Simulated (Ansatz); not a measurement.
Doping Si for thermoelectric use, calculated with Ansatz

Space group Fd-3m (No. 227), 2 atoms in the cell of the first input below: a = 3.840 Å, b = 3.840 Å, c = 3.840 Å, α = 60.00°, β = 60.00°, γ = 60.00°.

The cell was built from a prototype of a structure type listed for this element, at its measured volume, taken without relaxation (pressure 0.8 GPa with this functional, without spin–orbit coupling). Functional: r2SCAN.

Spin–orbit coupling is left out. Kohn–Sham gap between the band edges found on a fine mesh: 0.76 eV.

Levels at points 0.012 Å⁻¹ about the band edges give the masses:

```yaml
crystal:
  lattice:
    - [0.0, 2.715001091, 2.715001091]
    - [2.715001091, 0.0, 2.715001091]
    - [2.715001091, 2.715001091, 0.0]
  atoms:
    - { symbol: Si, position: [0.5, 0.5, 0.5] }
    - { symbol: Si, position: [0.75, 0.75, 0.75] }
basis:
  ecutwfc: 500
  ecutrho_ratio: 4
kpoints:
  mp_grid: { grid: [12, 12, 12] }
hamiltonian:
  xc: r2scan
scf:
  occupations: { method: gaussian, width: 0.05 }
output:
  forces: true
  stress: true
  eigenvalues: true
  eigenstates:
    kpoints:
      - [0.0, 0.0, 0.0]
      - [0.0, 0.00518527, 0.00518527]
      - [0.0, -0.00518527, -0.00518527]
      - [0.00518527, 0.0, 0.00518527]
      - [-0.00518527, 0.0, -0.00518527]
      - [0.00518527, 0.00518527, 0.0]
      - [-0.00518527, -0.00518527, 0.0]
      - [0.00366654, 0.00366654, 0.007333079]
      - [-0.00366654, -0.00366654, -0.007333079]
      - [0.00366654, 0.007333079, 0.00366654]
      - [-0.00366654, -0.007333079, -0.00366654]
      - [0.007333079, 0.00366654, 0.00366654]
      - [-0.007333079, -0.00366654, -0.00366654]
      - [0.005987434, 0.005987434, 0.005987434]
      - [-0.005987434, -0.005987434, -0.005987434]
      - [-2.605e-06, 0.419704049, 0.419704049]
      - [-2.605e-06, 0.424889319, 0.424889319]
      - [-2.605e-06, 0.414518778, 0.414518778]
      - [0.005182666, 0.419704049, 0.424889319]
      - [-0.005187875, 0.419704049, 0.414518778]
      - [0.005182666, 0.424889319, 0.419704049]
      - [-0.005187875, 0.414518778, 0.419704049]
      - [0.003663935, 0.423370588, 0.427037128]
      - [-0.003669144, 0.416037509, 0.412370969]
      - [0.003663935, 0.427037128, 0.423370588]
      - [-0.003669144, 0.412370969, 0.416037509]
      - [0.007330475, 0.423370588, 0.423370588]
      - [-0.007335684, 0.416037509, 0.416037509]
      - [0.00598483, 0.425691483, 0.425691483]
      - [-0.005990039, 0.413716614, 0.413716614]
    de_dk: true
    e_range: [-0.9773618559136, 0.9876174226509]
```

```bash
ansatz run input.yaml --threads 4 --pin off --max-ram 9216MiB --backend cpu --events-out ev --progress --plain --runs-dir out
```

Time: 3.3 s on 4 threads of Intel(R) Xeon(R) Processor @ 2.50GHz (Skylake/Cascade Lake) (shared host), peak memory 0.46 GiB.

Edges at k = (0.000, 0.000, 0.000) and (0.000, 0.420, 0.420); masses in electron masses along fixed Cartesian directions (which need not be the axes of a valley), negative for hole-like bands, for at most the three nearest levels of the same spin at these k-points, within 0.3 eV:

| edge | band | from the edge (meV) | degeneracy | x | y | z | 111 |
| --- | --- | --- | --- | --- | --- | --- | --- |
| valence | 1 | 0 | 3 | -0.252 | -0.252 | -0.252 | -0.627 |
| valence | 2 | 0 | 3 | -0.252 | -0.252 | -0.252 | -0.627 |
| valence | 3 | 0 | 3 | -0.175 | -0.175 | -0.175 | -0.096 |
| conduction | 1 | 0 | 1 | 0.932 | 0.190 | 0.190 | 0.259 |

These curvatures agree with the slopes at the same points. They hold at the edge alone, and further out the bands need not be parabolic. Degenerate bands can be warped: each is named by its order in energy along a direction and has no mass tensor of its own.

The states of the whole zone with their velocity products:

```yaml
crystal:
  lattice:
    - [0.0, 2.715001091, 2.715001091]
    - [2.715001091, 0.0, 2.715001091]
    - [2.715001091, 2.715001091, 0.0]
  atoms:
    - { symbol: Si, position: [0.5, 0.5, 0.5] }
    - { symbol: Si, position: [0.75, 0.75, 0.75] }
basis:
  ecutwfc: 500
  ecutrho_ratio: 4
kpoints:
  mp_grid: { grid: [12, 12, 12] }
hamiltonian:
  xc: r2scan
scf:
  occupations: { method: gaussian, width: 0.05 }
output:
  forces: true
  stress: true
  eigenvalues: true
  states_by_energy: { minimum_broadening: 0.025 }
```

```bash
ansatz run input.yaml --threads 4 --pin off --max-ram 9216MiB --backend cpu --events-out ev --progress --plain --runs-dir out
```

Time: 110 s on 4 threads of Intel(R) Xeon(R) Processor @ 2.50GHz (Skylake/Cascade Lake), on a shared host, peak memory 0.77 GiB.

From that table, at a constant relaxation time τ with Fermi–Dirac weights and rigid bands:

```json
{"T (K)": "300", "doping (cm⁻³)": "n 1e19", "μ − E_F (eV)": "0.355", "σ_xx/τ (10²⁰/Ω m s)": "0.00997", "S_xx (μV/K)": "-308", "Lorenz (10⁻⁸ V²/K²)": "1.86", "ħω_p,xx (eV)": "0.221"}
{"T (K)": "300", "doping (cm⁻³)": "p 1e19", "μ − E_F (eV)": "-0.351", "σ_xx/τ (10²⁰/Ω m s)": "0.00894", "S_xx (μV/K)": "314", "Lorenz (10⁻⁸ V²/K²)": "1.84", "ħω_p,xx (eV)": "0.209"}
{"T (K)": "300", "doping (cm⁻³)": "n 1e20", "μ − E_F (eV)": "0.440", "σ_xx/τ (10²⁰/Ω m s)": "0.0951", "S_xx (μV/K)": "-132", "Lorenz (10⁻⁸ V²/K²)": "2.07", "ħω_p,xx (eV)": "0.682"}
{"T (K)": "300", "doping (cm⁻³)": "p 1e20", "μ − E_F (eV)": "-0.435", "σ_xx/τ (10²⁰/Ω m s)": "0.0874", "S_xx (μV/K)": "135", "Lorenz (10⁻⁸ V²/K²)": "2.02", "ħω_p,xx (eV)": "0.654"}
{"T (K)": "300", "doping (cm⁻³)": "n 1e21", "μ − E_F (eV)": "0.649", "σ_xx/τ (10²⁰/Ω m s)": "0.781", "S_xx (μV/K)": "-46", "Lorenz (10⁻⁸ V²/K²)": "2.39", "ħω_p,xx (eV)": "1.955"}
{"T (K)": "300", "doping (cm⁻³)": "p 1e21", "μ − E_F (eV)": "-0.676", "σ_xx/τ (10²⁰/Ω m s)": "0.761", "S_xx (μV/K)": "34", "Lorenz (10⁻⁸ V²/K²)": "2.38", "ħω_p,xx (eV)": "1.930"}
{"T (K)": "600", "doping (cm⁻³)": "n 1e19", "μ − E_F (eV)": "0.268", "σ_xx/τ (10²⁰/Ω m s)": "0.0091", "S_xx (μV/K)": "-407", "Lorenz (10⁻⁸ V²/K²)": "1.99", "ħω_p,xx (eV)": "0.211"}
{"T (K)": "600", "doping (cm⁻³)": "p 1e19", "μ − E_F (eV)": "-0.266", "σ_xx/τ (10²⁰/Ω m s)": "0.00855", "S_xx (μV/K)": "401", "Lorenz (10⁻⁸ V²/K²)": "1.81", "ħω_p,xx (eV)": "0.205"}
{"T (K)": "600", "doping (cm⁻³)": "n 1e20", "μ − E_F (eV)": "0.403", "σ_xx/τ (10²⁰/Ω m s)": "0.0883", "S_xx (μV/K)": "-219", "Lorenz (10⁻⁸ V²/K²)": "2.08", "ħω_p,xx (eV)": "0.658"}
{"T (K)": "600", "doping (cm⁻³)": "p 1e20", "μ − E_F (eV)": "-0.402", "σ_xx/τ (10²⁰/Ω m s)": "0.0842", "S_xx (μV/K)": "211", "Lorenz (10⁻⁸ V²/K²)": "1.88", "ħω_p,xx (eV)": "0.642"}
{"T (K)": "600", "doping (cm⁻³)": "n 1e21", "μ − E_F (eV)": "0.640", "σ_xx/τ (10²⁰/Ω m s)": "0.783", "S_xx (μV/K)": "-87", "Lorenz (10⁻⁸ V²/K²)": "2.28", "ħω_p,xx (eV)": "1.957"}
{"T (K)": "600", "doping (cm⁻³)": "p 1e21", "μ − E_F (eV)": "-0.669", "σ_xx/τ (10²⁰/Ω m s)": "0.752", "S_xx (μV/K)": "67", "Lorenz (10⁻⁸ V²/K²)": "2.25", "ħω_p,xx (eV)": "1.918"}
{"T (K)": "900", "doping (cm⁻³)": "n 1e19", "μ − E_F (eV)": "0.159", "σ_xx/τ (10²⁰/Ω m s)": "0.00883", "S_xx (μV/K)": "-450", "Lorenz (10⁻⁸ V²/K²)": "4.54", "ħω_p,xx (eV)": "0.208"}
{"T (K)": "900", "doping (cm⁻³)": "p 1e19", "μ − E_F (eV)": "-0.161", "σ_xx/τ (10²⁰/Ω m s)": "0.00849", "S_xx (μV/K)": "431", "Lorenz (10⁻⁸ V²/K²)": "4.50", "ħω_p,xx (eV)": "0.204"}
{"T (K)": "900", "doping (cm⁻³)": "n 1e20", "μ − E_F (eV)": "0.348", "σ_xx/τ (10²⁰/Ω m s)": "0.0842", "S_xx (μV/K)": "-279", "Lorenz (10⁻⁸ V²/K²)": "2.10", "ħω_p,xx (eV)": "0.642"}
{"T (K)": "900", "doping (cm⁻³)": "p 1e20", "μ − E_F (eV)": "-0.352", "σ_xx/τ (10²⁰/Ω m s)": "0.0811", "S_xx (μV/K)": "260", "Lorenz (10⁻⁸ V²/K²)": "1.87", "ħω_p,xx (eV)": "0.630"}
{"T (K)": "900", "doping (cm⁻³)": "n 1e21", "μ − E_F (eV)": "0.623", "σ_xx/τ (10²⁰/Ω m s)": "0.782", "S_xx (μV/K)": "-123", "Lorenz (10⁻⁸ V²/K²)": "2.19", "ħω_p,xx (eV)": "1.956"}
{"T (K)": "900", "doping (cm⁻³)": "p 1e21", "μ − E_F (eV)": "-0.656", "σ_xx/τ (10²⁰/Ω m s)": "0.738", "S_xx (μV/K)": "98", "Lorenz (10⁻⁸ V²/K²)": "2.13", "ħω_p,xx (eV)": "1.900"}
```

Task: Which of the dopings listed at 300 K has the largest power factor S²σ/τ along x?

Result: n 1e19: 0.94, p 1e19: 0.88, n 1e20: 1.7, p 1e20: 1.6, n 1e21: 1.7, p 1e21: 0.89 (10¹¹ W/m K² s), so a tie between n 1e20 and n 1e21 cm⁻³, if τ is the same for all.

Caveats: a Lorenz number over 3 comes from carriers at unlike energies: both signs excited across the gap, or a second valley or band; melting, decomposition and changes of phase at these temperatures weren't checked; no scattering is computed, and the gap isn't corrected.

Heavier doping raises σ/τ but lowers the magnitude of S at every temperature listed, because the chemical potential moves into the band, where states on either side of it contribute more evenly to transport. The power factor therefore favours intermediate to heavy doping. Silicon's six equivalent conduction valleys help the n-type side: they share the carriers, while the light transverse masses sustain conduction. At 300 K and 1e21 cm⁻³ the n-type advantage comes almost wholly from S, since σ/τ is nearly the same for both signs.

The tie between the two n-type dopings would probably be broken in favour of 1e20 cm⁻³ in real material, as ionized impurities shorten τ at heavier doping. At 900 K and 1e19 cm⁻³, the large Lorenz numbers and a chemical potential well inside the gap point to bipolar transport. The calculated gap is below silicon's known gap, as is common for semilocal functionals, so this onset probably comes too early. A large power factor alone doesn't establish good thermoelectric efficiency, given silicon's high lattice thermal conductivity.
